A phonon frequency says how fast the ions of a crystal swing in a collective wave. Here it is given as a wavenumber in cm⁻¹, from force constants computed at the PBE level for MgS in the rocksalt structure. The mode q point (X, U, K, L, W) names the direction and wavelength of a short wave, and the mode branch only numbers the frequencies upwards. K and U describe the same waves, so their values repeat.

Phonon frequencies of rocksalt MgS (2-atom cell, 17.88 Å³ per atom), computed with Ansatz 0.2.0 at the scalar-relativistic PBE level, with PAW, a plane-wave cutoff of 420 eV and an 8×8×8 k mesh. They are interpolated from linear-response force constants on a 4×4×4 q mesh, with the long-range polar term included.

```tsv
row	mode phonon frequency (cm^-1)	mode q point	mode branch
1	125.7	X	1
2	125.7	X	2
3	181.9	X	3
4	252.4	X	4
5	252.4	X	5
6	292.1	X	6
7	153.5	U	1
8	178.7	U	2
9	209.5	U	3
10	231.1	U	4
11	271.9	U	5
12	281.7	U	6
13	153.5	K	1
14	178.7	K	2
15	209.5	K	3
16	231.1	K	4
17	271.9	K	5
18	281.7	K	6
19	168.9	L	1
20	168.9	L	2
21	192.5	L	3
22	192.5	L	4
23	290.5	L	5
24	355.1	L	6
25	168.7	W	1
26	168.7	W	2
27	224.8	W	3
28	228.7	W	4
29	273.7	W	5
30	273.7	W	6
```

**What happens.** Rocksalt can be seen as straight rods, Mg–S–Mg–S, running along three perpendicular axes. In one limiting motion each rod slides rigidly along its own length, and no Mg–S contact in it is stretched. In the other, Mg moves against S within the rod, and every contact is stretched or squeezed. This is why X and W each have low and high modes; W also has a pair in between.

Sliding rods still resist. Neighbouring rods do not all move together, and the rule puts this whole resistance down to the changed distances between like ions. The square of a frequency measures stiffness divided by mass, so each of the two resistances adds a term to it:

ω² = 47 500 n + 38 600 g (ω in cm⁻¹)

**How to count.** The rod factor is n = (1 − cos δ)/2, where δ is the phase difference between adjacent ions in a rod. Thus n is 0 for sliding and 1 for Mg against S. If h is the component of q along the rod, in units of 2π/a, then δ is h or 1 − h half turns. For g, take each of the 12 nearest like ions. Multiply 1 − cos(phase difference) by the squared cosine of the angle between the displacement and the line to that neighbour; add up and divide by 8. With a the cubic cell edge, this gives:

| Point, q in 2π/a | Displacement | n, low / high | g |
|---|---|---|---|
| X (1, 0, 0) | across q | 0 / 1 | ½ |
| X | along q | 0 / 1 | 1 |
| U (1, ¼, ¼) | [100] | 0 / 1 | 0.85 |
| U | [011] | 0.15 / 0.85 | 0.68 |
| U | [01−1] | 0.15 / 0.85 | 0.43 |
| L (½, ½, ½) | across q | ½ | ¼ |
| L | along q | ½ | 1 |
| W (1, ½, 0) | [100] or [001] | 0 / 1 | ¾ |
| W | [010] | ½ | ½ |

When n = ½, the two neighbours of an ion in its rod pull in opposite directions and cancel. One species then moves while the other rests, and the lighter one is faster if both feel the same stiffness. Multiply ω² by 1.14 if Mg moves and by 0.86 if S moves; these factors replace the mean inverse mass by that of the moving ion. The transverse modes at L fit this picture: their frequency ratio is 1.14, against 1.15 from the masses alone. Rows 27 and 28 at W do not: they nearly coincide, so Mg and S cannot feel the same stiffness there, and row 27 has the worst error of the fit.

**Two rows worked.** Rows 1 and 4 are both waves at X with the ions moving across q, so g = ½ in both. In row 1 the rods slide, n = 0, and ω² = 38 600/2 = 19 300, which gives 139 cm⁻¹. The calculation has 125.7, so the estimate is 11 % too high. In row 4 Mg moves against S, n = 1, and ω² = 47 500 + 19 300 = 66 800, or 258 cm⁻¹ against 252.4.

**How good it is.** The two constants come from a least-squares fit to the squared frequencies of 22 rows, the worked ones included. At each point the estimates are paired with the rows in rising order. K was left out as a repeat, and rows 23 and 24 because the rule fails there; with these two included the rms error is 8.6 %. Over the fitted rows the typical (rms) error is 6 % of the computed frequency, and the worst is 14 %. If the like-ion term is replaced by a constant and the mass factors are dropped, the typical error rises to 14 %, so these two refinements together are worth having.

A wave outside the fit shows how to carry the rule further. Halfway from the zone centre to X, rods sliding across q have n = 0 and g = ¼. The estimate is √(38 600/4) = 98 cm⁻¹; the same calculation gives about a tenth more.

**Where it fails.** Rows 23 and 24, the longitudinal modes at L, come out 20 % and 25 % too low. A longitudinal wave in an ionic crystal can set up electric fields along its own direction, and short springs do not contain them. The two constants absorb such forces for some waves but not for all. In row 3, Mg and S in one sheet across q move oppositely, so such a field is expected there too, yet the rule is even somewhat too high; halfway to X the upper longitudinal mode comes out far too low, as at L. That such fields cause the misses at L is expected from electrostatics; their share was not computed separately.

The same weakness is plain at the zone centre, where n = 1 and g = 0 give 218 cm⁻¹. That suits the transverse optical mode, computed at 224, but not the longitudinal one at 389.

**What to do.** Use the rule for the waves at X, U and W and for other transverse waves at least as short as the one halfway to X, and allow about 15 %. Longer sliding waves towards X come out too low, by up to about a quarter. Do not use the rule for longitudinal optical modes inside the zone or for longitudinal modes at L. The constants belong to MgS at this volume and carry over any error of PBE, which can make phonons somewhat soft. They also absorb part of the electric forces, so the second is not the strength of a real S–S bond.
